\textbf{Question.} I am planning a path-integral Monte Carlo (PIMC) run for 66 unpolarised electrons at $\theta=k_BT/E_F=4$ and want the average sign of the ideal gas first. People quote $\ln S\approx-0.266\,N\theta^{-3/2}$. How good is that, and when is it worth paying for the exact recursion, or for simply sampling the sign?

\textbf{Answer.} Use the finite-cell form of the pair formula. It costs three multiplications and misses the exact $\ln S$ by $2.35\times10^{-5}$ here.

\textbf{The solvable model.} The sign is $S=Z_F/Z_B$, the mean of $(-1)^{\rm perm}$ in the bosonic ensemble. Ideal spin species do not couple, so $S=S_\sigma^2$ with $\nu=N/2=33$ particles per species. With $\lambda=h/\sqrt{2\pi m k_BT}$, $E_F=\hbar^2k_F^2/2m$ and $n_\sigma=\nu/V=k_F^3/6\pi^2$ one has $(k_F\lambda)^2=4\pi/\theta$, so
\begin{equation}
\eta\equiv n_\sigma\lambda^3=\frac{4}{3\sqrt\pi}\,\theta^{-3/2}=0.7523\,\theta^{-3/2}.
\end{equation}
At $\theta=4$: $\eta=0.09403$, $x\equiv V/\lambda^3=\nu/\eta=350.9$, $u\equiv 1/x=2.849\times10^{-3}$. For scale, a parabolic band with the typical GaAs mass $m=0.067\,m_e$ at $300\,\mathrm{K}$ gives the model values $\lambda=16.6\,\mathrm{nm}$, $2n_\sigma=4.1\times10^{22}\,\mathrm{m^{-3}}$ and a cubic cell of side $117\,\mathrm{nm}$.

A permutation cycle of length $k$ is one closed path of duration $k\hbar\beta$, with $\beta=1/k_BT$, and contributes $z_k=Z_1(k\beta)=x\,k^{-3/2}$. The model drops paths that wind round the periodic cell, which carry $e^{-\pi x^{2/3}/k}$, or $e^{-78}$ for a pair. With $\xi=+1$ for bosons, $\xi=-1$ for fermions and $b_k=k^{-5/2}$,
\begin{equation}
\sum_{p\ge0} Z_p\,t^p=\exp\sum_{k\ge1}\xi^{k-1}\frac{z_k}{k}t^k ,\qquad
Z_\nu=\frac{x^\nu}{\nu!}\,W(\xi u),
\end{equation}
where $W$ is a polynomial, because a permutation with $c$ cycles carries $\xi^{\nu-c}x^{c}$. Differentiating in $t$ gives
\begin{equation}
p\,Z_p=\sum_{k=1}^{p}\xi^{k-1}z_k\,Z_{p-k},\qquad Z_0=1 .
\end{equation}
Carried to $p=33$ for both signs, this yields the exact answer of the model, $\ln S=-2.1276686$, $S=0.1191$. Deviations below are absolute in $\ln S$, hence relative in $S$. Work counts multiplications, divisions and logarithms, additions are free, and pure numbers such as $b_k$ are stored constants. Memory counts stored numbers.

\textbf{A: series in exchange order $J$.} Write $W(v)=1+\sum_j w_jv^j$ and $\ln W=\sum_j c_jv^j$. Even orders are the same for both statistics and cancel:
\begin{equation}
\ln S=-4\,(c_1u+c_3u^3+c_5u^5+\dots),
\end{equation}
one factor 2 from the odd part and one from spin. With the falling factorial $(\nu)_s=\nu!/(\nu-s)!$, cycle counting gives $w_1=b_2(\nu)_2$, $w_2=b_3(\nu)_3+\tfrac12b_2^2(\nu)_4$ and $w_3=b_4(\nu)_4+b_2b_3(\nu)_5+\tfrac16b_2^3(\nu)_6$. At first order only a single transposition counts. For species $\sigma$ in $d$ dimensions it has relative weight $z_2/z_1^2=\lambda^d/(2^{d/2}V)$, there are $N_\sigma(N_\sigma-1)/2$ of them, and
\begin{equation}
\ln S\simeq-\sum_\sigma N_\sigma(N_\sigma-1)\frac{\lambda^d}{2^{d/2}V}
\;\xrightarrow{\,d=3\,}\;-0.2660\,(N-2)\,\theta^{-3/2}.
\end{equation}
This is $-2.1276922$. Replacing $N-2$ by $N$ gives the bulk form, $-2.1942$, which costs the same and is off by $6.65\times10^{-2}$.

The next term is $c_3=w_3-w_1w_2+w_1^3/3$:
\begin{equation}
c_3=(\nu)_2\Big[b_4(\nu-2)(\nu-3)-6b_2b_3(\nu-2)^2+\tfrac43b_2^3(5\nu^2-17\nu+15)\Big].
\end{equation}
The bracket is $29.06-65.39+36.08=-0.2407$ (unrounded terms), so $c_3=-254.2$ and the term adds $+2.35\times10^{-5}$ to $\ln S$. Its bulk part, $3.71\times10^{-5}\nu^4=44$, has the opposite sign, so a bulk virial coefficient is no guide to the deviation in this cell. The same counting two orders further gives $c_5=-1.66\times10^4$, adding $+1.25\times10^{-8}$.

Since $\ln W$ is extensive at fixed $\eta=\nu u$, $c_j$ is $(\nu)_2$ times a polynomial of degree $j-1$ in $\nu$. Nested (Horner) evaluation takes $j-1$ multiplications for that polynomial and one for nesting in $u^2$; forming $u^2$ takes one and the prefactor $(\nu)_2u$ three. Thus
\begin{equation}
C_A=\Big(\frac{J+1}{2}\Big)^2+3\quad(J\ge3),\qquad C_A=3\quad(J=1),
\end{equation}
with $((J+1)/2)^2$ stored coefficients and no dependence on $N$. The deviation is $4|c_{J+2}|u^{J+2}\propto\theta^{-3(J+2)/2}$ to leading order. The coefficients must be derived once, which this count leaves out.

\textbf{B: recursion with cycles capped at length $K$.} Step $p$ takes $\min(p,K)$ products and a division, for two statistics, plus $K$ products for the $z_k$, a ratio and a logarithm:
\begin{equation}
C_B=2\Big[K\nu-\tfrac12K(K-1)+\nu\Big]+K+2,
\end{equation}
and the memory is $3K$ (the $z_k$ and two rolling histories). The cap sets $b_{K+1},b_{K+2},\dots$ to zero. The first odd order that this damages is $u^{K+1}$ for even $K$, through $b_2b_{K+1}$ and $b_{K+2}$, and $u^K$ for odd $K$, so even caps are the natural steps. The cap also destroys the cancellation inside $c_j$: for $K=2$ the bracket becomes $36.08$ in place of $-0.2407$. Summing pair exchanges to all orders is therefore two orders of magnitude worse than stopping at one pair.

At $K=\nu$ the work is of order $\nu^2$ and only rounding remains. Each term of step $p$ suffers at most $p+1$ roundings of relative size $\epsilon=2^{-53}$ (double precision), and the absolute values of the fermionic terms are bounded by the bosonic ones. To first order in $\epsilon$, with exact inputs, both $Z$ are then off by at most $\sum_p(p+1)\,\epsilon Z_B=594\,\epsilon Z_B$, and $\ln S$ by at most $2\cdot594\,\epsilon\,(1+S^{-1/2})=5.1\times10^{-13}$.

\textbf{C: sampling the sign.} A variable $s=\pm1$ with mean $S$ has variance $1-S^2$, so $M$ independent samples give the standard deviation
\begin{equation}
\sigma(\ln S)=\sqrt{\frac{S^{-2}-1}{M}}=\frac{8.34}{\sqrt M},\qquad S^{-2}-1=69.48 ,
\end{equation}
with a bias of order $\sigma^2/2$. With $P$ imaginary-time slices the memory is $3NP+N$ (coordinates and permutation). I assume that an independent sample must renew every coordinate at one multiplication each, $3NP$, and I take $P=1$, which is exact for free particles, and no autocorrelation. That optimistic floor is $198$ per sample, and reaching a deviation $\delta$ costs
\begin{equation}
C_C=\frac{3N\,(S^{-2}-1)}{\delta^2},\qquad S^{-2}\simeq e^{0.532\,(N-2)\theta^{-3/2}} .
\end{equation}
Doubling to $N=132$ raises $S^{-2}$ to $5.7\times10^3$. Averaging each species' sign separately replaces $69.48$ by $2(S^{-1}-1)=14.79$, a saving of $4.7$ that exists only without interactions and changes no choice below.

Sampling survives because A and B need free particles. In the relative coordinate of a pair the exchange weight is $\propto e^{-2\pi r^2/\lambda^2}$, with $\langle1/r\rangle=2\sqrt2/\lambda$, so first-order Coulomb repulsion changes the pair term by the fraction $-2\sqrt2\,\beta e^2/(4\pi\varepsilon_0\varepsilon_r\lambda)$. With the typical GaAs value $\varepsilon_r=12.9$ this is $-0.73$. That is too large for first order to be trusted, but it shows that repulsion cuts $|\ln S|$ by a sizeable fraction. The sign $0.1191$ is the ideal model's, not that of GaAs, and serves as a pessimistic planning value.

\textbf{Comparison} ($N=66$, $\theta=4$; C gives one standard deviation).

\begin{tabular}{lrrr}
method & work & memory & $|\Delta\ln S|$\\ \hline
A, bulk pair form & $3$ & $1$ & $6.65\times10^{-2}$\\
A, $J=1$ & $3$ & $1$ & $2.35\times10^{-5}$\\
A, $J=3$ & $7$ & $4$ & $1.2\times10^{-8}$\\
A, $J=5$ & $12$ & $9$ & $<10^{-10}$\\
B, $K=2$ & $200$ & $6$ & $3.57\times10^{-3}$\\
B, $K=4$ & $324$ & $12$ & $1.35\times10^{-5}$\\
B, $K=33$ & $1223$ & $99$ & $\le5.1\times10^{-13}$\\
C, $M=10^4$ & $1.98\times10^{6}$ & $264$ & $8.34\times10^{-2}$\\
C, $M=10^8$ & $1.98\times10^{10}$ & $264$ & $8.34\times10^{-4}$\\
\end{tabular}

\textbf{Cheapest row for a stated accuracy.}
\begin{itemize}
\item $10^{-2}$ or $10^{-4}$: A with $J=1$, 3 operations. Sampling would need $1.38\times10^8$ and $1.38\times10^{12}$.
\item $10^{-7}$: A with $J=3$, 7 operations.
\item $10^{-10}$: A with $J=5$, 12 operations.
\item $10^{-12}$: the full recursion, 1223 operations, the only row shown to reach it.
\end{itemize}

\textbf{Best row inside a budget.}
\begin{itemize}
\item 5 operations: $J=1$. 10 operations: $J=3$.
\item $10^3$ operations: $J=5$; both capped recursions fit and are less accurate.
\item $10^4$ up to $10^9$ operations: the full recursion. Spending $10^9$ on sampling buys $3.7\times10^{-3}$, no better than $K=2$ at 200.
\end{itemize}

If the higher $c_j$ are not already at hand, there are two sensible choices, the pair formula and the full recursion, which needs no derivation. The switch depends on temperature. The deviation $4|c_3|u^3$ of the pair formula grows as $\theta^{-9/2}$ at fixed $N$ and reaches $10^{-3}$ at $\theta\approx1.7$ for 66 electrons, so for that tolerance three multiplications suffice above this temperature.